Dichroic sum rules for the Berry curvature and orbital moment of a Bloch state, worked out for biased bilayer graphene

1. Premises and conventions

Electrons (charge −e, e > 0, mass mₑ) move independently in a potential periodic in the xy plane. Spin-orbit coupling is dropped and everything is per spin. Bloch states are ψ_nk = exp(ik·r) u_nk with H(k)u_n = E_n u_n and velocity v = ∇_k H/ħ. At fixed k the u_f, including the continuum above the vacuum level, form a complete orthonormal set, and band n is non-degenerate at the k considered. With ∂x = ∂/∂kx,

A_fn = i⟨u_f|∇_k u_n⟩,  Ω_n = ∂x A^y_nn − ∂y A^x_nn = −2 Im⟨∂x u_n|∂y u_n⟩.  (1)

The mixed second derivatives cancel in the curl, which gives the last form. Differentiating ⟨u_f|u_n⟩ = δ_fn gives A_nf = A_fn*, so A_nn is real.

Light arrives along the normal, uniform over a cell, with vector potential a(t) = Re[a₀ e± exp(−iωt)] and e± = (x̂ ± iŷ)/√2. For e+ the field turns from +x to +y. Reversing this naming reverses the sign of both sum rules.

2. What the light couples to

Differentiate H u_n = E_n u_n and project on u_f with f ≠ n. The term ∇E_n drops by orthogonality, leaving ⟨u_f|∇H|u_n⟩ = (E_n − E_f)⟨u_f|∇u_n⟩, that is

v_fn = i(E_f − E_n) A_fn/ħ.  (2)

The coupling is e a·v. Absorption comes from its exp(−iωt) part, (e a₀/2) e±·v.

Pause and predict: if the electric field amplitude F₀ = ωa₀ is held fixed while ω is scanned, which power of ω multiplies |e±·A_fn|² in the rate?

None. On resonance ħω = E_f − E_n, so (2) gives a₀²|e±·v_fn|² = F₀²|e±·A_fn|², and the golden rule reads

Γ±(n→f) = (2π/ħ)(eF₀/2)² |e±·A_fn|² δ(E_f − E_n − ħω).

Define the dichroic strength of a channel, D_fn = |e+·A_fn|² − |e−·A_fn|². It has the unit of area and is unchanged by any rephasing of u_n or u_f. Integrating the delta function over ω gives 1/ħ, hence

∫dω (Γ+ − Γ−) = (πe²F₀²/2ħ²) D_fn.  (3)

3. First sum rule

Write X = A^x_fn and Y = A^y_fn. Then |X ± iY|² = |X|² + |Y|² ± i(X*Y − XY*) = |X|² + |Y|² ∓ 2 Im(X*Y). Halving and subtracting,

D_fn = −2 Im(X*Y) = −2 Im[⟨∂x u_n|u_f⟩⟨u_f|∂y u_n⟩].  (4)

Pause and predict: completeness needs the term f = n, which is no transition. What does it cost to add it?

Nothing. For f = n, X*Y is a product of two real numbers and has no imaginary part. Adding it, using Σ_f |u_f⟩⟨u_f| = 1 and comparing with (1),

Σ_{f≠n} D_fn = Ω_n(k).  (5)

4. The orbital moment and the second sum rule

The orbital moment is defined as the self-rotation of a packet W = ∫d²k g(k) ψ_nk, narrow in k, about its centre r_c: m_n = −(e/2)⟨W|[(r − r_c) × v]_z|W⟩. From ∇_k ψ = irψ + exp(ik·r)∇_k u and one integration by parts,

rW = ∫d²k [(i∇g + A_nn g) ψ_n + Σ_{f≠n} g A_fn ψ_f].

Take the intraband part first, with g = |g| exp(−iχ) and χ smooth. Its real piece is ∫|g|² (∇χ + A_nn − r_c) × v_nn. Since r_c is the |g|² average of ∇χ + A_nn, this vanishes as the packet narrows. Its imaginary piece is proportional to ∫∇|g|² × v_nn, which by parts is the curl of ∇E_n/ħ and is zero. The interband part remains. Inserting (2),

m_n = −(e/2) Σ_{f≠n} (X* v^y_fn − Y* v^x_fn) = −(e/2ħ) Σ_{f≠n} (E_f − E_n) i(X*Y − Y*X).

Pause and predict: you have met i(X*Y − Y*X) already. What is it?

It equals −2 Im(X*Y) = D_fn, so

Σ_{f≠n} (E_f − E_n) D_fn = −2 Im⟨∂x u_n|(H − E_n)|∂y u_n⟩ = −2ħ m_n/e.  (6)

The middle form follows from completeness, the f = n term carrying zero weight. In Bohr magnetons μB = eħ/2mₑ, the ratio m_n/μB is minus the weighted sum divided by ħ²/mₑ = 0.0762 eV nm².

5. Which terms a spectrum contains

The sums run over all f, above and below n, empty or filled. Absorption reaches only empty states above. Since A_nf = A_fn*, (4) gives D_nf = −D_fn.

Pause and predict: sum (5) and (6) over all occupied bands of an insulator. In which one do the Pauli-blocked pairs drop out?

Only in (5). A pair of occupied bands contributes D_fn + D_nf = 0, so the dichroic absorption at fixed k, integrated as in (3), gives the total curvature of the occupied bands. In (6) the product (E_f − E_n)D_fn is symmetric under exchange, the pair adds up, and the energy-weighted absorption misses it. The weighted spectrum therefore differs from Σ m_n by the blocked pairs. A downward term D_fn can be reached separately, as −D_nf from absorption f→n once state n is emptied, or from emission n→f once f is emptied. Emission is driven by the conjugate vector e±* = e∓, so its dichroism is −D_fn.

6. Massive Dirac band

Let ξ = ±1 label the valley, π = ξkx + iky, with k counted from the valley centre K. If ⟨f|H|n⟩ = wπ* with w real, its gradient is w(ξ, −i), and e±·(ξ, −i) = (ξ ± 1)/√2. With (2), D_fn = w²[(ξ+1)² − (ξ−1)²]/2(E_f − E_n)². For wπ the sign flips:

coupling wπ*: D = +2ξw²/(E_f − E_n)²;  coupling wπ: D = −2ξw²/(E_f − E_n)².  (7)

For H = [[Δ/2, ħvπ*], [ħvπ, −Δ/2]] with full gap Δ, the lower state at K has one channel, of type ħvπ*. So Ω = 2ξ(ħv)²/Δ² for the lower band and the opposite for the upper band. The moment is −ξe(ħv)²/ħΔ = −ξeħ/2m* for both, with band-edge mass m* = Δ/2v².

7. Biased Bernal bilayer

In the basis (A1, B1, A2, B2) of Bloch functions at K, where B1 lies directly below A2 (the dimer sites), the k·p Hamiltonian has rows

A1: ( U/2, ħvπ*, −ħv₄π*, ħv₃π )
B1: ( ħvπ, U/2 + δ, γ₁, −ħv₄π* )
A2: ( −ħv₄π, γ₁, −U/2 + δ, ħvπ* )
B2: ( ħv₃π*, −ħv₄π, ħvπ, −U/2 ).

U is the screened interlayer potential difference, γ₁ the dimer hopping, δ the dimer site shift, and v₃ and v₄ come from skew interlayer hopping.

Pause and predict: the splitting of the two low bands at K is U. Is the valence curvature at K equal to 2(ħv)²/U²?

No. At K the valence state is pure B2 and the conduction state pure A1, and v does not connect them. Eliminating the dimer sites to lowest order (U, ħvk ≪ γ₁, with v₃ = v₄ = δ = 0) gives the element ⟨B2|H|A1⟩ = −bπ², with b = (ħv)²/γ₁. Put d = U/2, ε = √(d² + b²k⁴) and cos θ = d/ε. For ξ = +1 the upper state is (cos(θ/2), −sin(θ/2) exp(2iφ)), with φ the polar angle of k. Then A_nn = −2 sin²(θ/2)∇φ = −(1 − d/ε)∇φ, and its curl is −(1/k) d(1 − d/ε)/dk = −2db²k²/ε³. The valence band has the opposite sign by D_nf = −D_fn, and its single channel has energy 2ε:

Ω_v = 2ξdb²k²/ε³,  m_v = −(e/ħ)εΩ_v.  (8)

This vanishes at K, because the gradient of π² does. Maximising √s/(d² + s)^(3/2) with s = b²k⁴ gives s = d²/2, a ring with |Ω_v| = 4b/(3√3 d). The flux ∫Ω_v d²k is 2πξ, twice that of the Dirac band.

Pause and predict: is the curvature at K then zero in the four-band problem?

No, since elimination hides the optical channels to the dimer bands. Column B2 shows three channels. One goes to A1 through ħv₃π, a true massive Dirac channel with velocity v₃ and gap U. Two go to the dimer eigenstates through π* times the vector w = (−ħv₄, ħv) in the (B1, A2) space. Let G be the inverse of the dimer block minus E_v = −U/2, that is of [[U + δ, γ₁], [γ₁, δ]]. With c± the projection of w on the dimer eigenvector ±, Σ c±²/(E± − E_v)² = |Gw|² and Σ c±²/(E± − E_v) = w·Gw. From (5), (6) and (7), exactly within this Hamiltonian,

Ω_v(K) = 2ξ[|Gw|² − (ħv₃)²/U²],  m_v(K) = −ξ(e/ħ)[w·Gw − (ħv₃)²/U].  (9)

For v₃ = v₄ = δ = 0, G = [[0, 1/γ₁], [1/γ₁, −U/γ₁²]], so Ω_v(K) = 2ξ(ħv)²(γ₁² + U²)/γ₁⁴ and m_v(K) = ξ(e/ħ)(ħv)²U/γ₁². The curvature has the Dirac form with γ₁, not U, as the gap. The moment is opposite in sign to that of (8).

The sign in (6) can be tested here. For ξ = +1, second-order perturbation theory gives B2 the dimer term −(w·Gw)ππ*, in that order. In a field B along z, replace k by κ = −i∇ + ea/ħ, with a now the static vector potential, so that [κx, κy] = −ieB/ħ. Then (κx + iκy)(κx − iκy) = κx² + κy² − eB/ħ. The extra energy is (w·Gw)eB/ħ, and this is −mB with the dimer part of m in (9).

8. Numerical illustration

Take typical approximate inputs ħv = 0.67, ħv₃ = 0.08, ħv₄ = 0.03 eV nm, γ₁ = 0.38 eV, δ = 0.02 eV, an assumed bias U = 0.10 eV, and ξ = +1. The dimer levels are E± = δ ± √(γ₁² + U²/4) = 0.403 and −0.363 eV. The weights follow from the upper eigenvector (cos η, sin η) and lower eigenvector (−sin η, cos η), where tan 2η = 2γ₁/U. Sums are formed before rounding.

final state | E_f − E_v (eV) | weight (eV² nm²) | D (nm²) | share of m (μB)
upper dimer | 0.453 | 0.176 | 1.71 | −10.2
conduction | 0.100 | 0.0064 | −1.28 | 1.7
lower dimer | −0.313 | 0.274 | 5.58 | 23.0
sum | | | 6.02 | 14.5

The Dirac formula with v and U would give 90 nm², 15 times too large. Setting v₃ = v₄ = δ = 0 gives 6.65 nm² and 8.2 μB. The small parameters thus shift the curvature modestly but nearly double the moment, whose dimer part rises from 8.2 to 12.8 μB. The moment is a difference of large channels, so v₄ and δ cannot be dropped from it.

Pause and predict: the neutral bilayer absorbs from the valence state at K. How much of the 6.02 nm² and 14.5 μB is visible?

Only the two upward rows, which give 0.43 nm² and −8.5 μB. The moment even comes out with the wrong sign. Section 5 says what the full absorption does give. The lower dimer state is not coupled to the upper one at K. It reaches A1 through π* with weight (ħv sin η + ħv₄ cos η)² = 0.216 eV² nm² at 0.413 eV, so D = 2.52 nm². All allowed channels add up to 2.96 nm². The lower dimer band has Ω = −5.58 + 2.52 = −3.06 nm², and 6.02 − 3.06 = 2.96 nm², as the occupied-band rule requires.

Away from K, (8) puts the ring at k = 0.17 nm⁻¹ with Ω_v near 18 nm² and m_v near −29 μB. These are rough values. On the ring the neglected ħv₃k is 0.39 of bk² and breaks the ring into three lobes. The dimer curvature at K is 0.40 of the ring value, and the dimer moment of 12.8 μB at K has the opposite sign.

9. Range of validity

The identities (5) and (6) are exact for independent electrons and an isolated band. At a degeneracy, such as U = 0 at K, D diverges and only sums over the degenerate group have meaning. The link (3) to spectra needs weak fields, the dipole approximation, normal incidence and normalisation to the local field F₀. At oblique incidence, matrix elements of z enter and the dichroism is no longer (4). Electron-hole attraction moves weight into excitons, which mix different k, so the k-resolved form is lost near the gap.

Time reversal makes D odd under k → −k. The two valleys cancel in a k-integrated spectrum, so momentum or valley resolution is needed. At finite temperature each channel carries the occupation difference of its two states. With the chemical potential at E = 0, the gap channel at K has tanh(U/4k_BT), which is 0.75 at 300 K and 0.999 at 77 K.

Photoemission resolves k but samples only final states above the vacuum level. Their share of (5) and (6) is recovered only by integrating over photon energy and over all outgoing channels of the same crystal momentum, on both sides of the film, without inelastic loss. A dichroic ARPES map at one photon energy is a single term and obeys no sum rule.

Pause and predict: how much of the bilayer's curvature can sit in those high final states?

From (4), |D| ≤ |X|² + |Y|². For a local potential Σ_f (|v^x_fn|² + |v^y_fn|²) = 2T/mₑ, with T the in-plane kinetic energy of state n. With (2), all states at |E_f − E_n| ≥ E_c give at most 2T(ħ²/mₑ)/E_c² to Ω and 2T/E_c to m/μB. Assume a generous T = 30 eV for a carbon 2p state and E_c = 4.5 eV, a typical work function. The bounds are 0.23 nm², or 3.8 per cent of Ω_v(K), and 13 μB. The curvature of the gapped bilayer therefore lies in infrared interband channels, and the four-band value is safe against remote bands. The bound on the moment is as large as the moment, so it does not show the remote share to be small.

The model's values at K for U = 0.10 eV are about 6 nm² and 14 μB, and they rest on approximate hopping parameters. Valley g-factors typically quoted for confined carriers in gapped bilayer graphene run from a few tens to about a hundred, that is moments of half that many μB. The model's moments at K and on the ring are of that size, toward the lower end as expected for a fairly large gap. No finer comparison is possible, since such states average a moment that changes sign between K and the ring.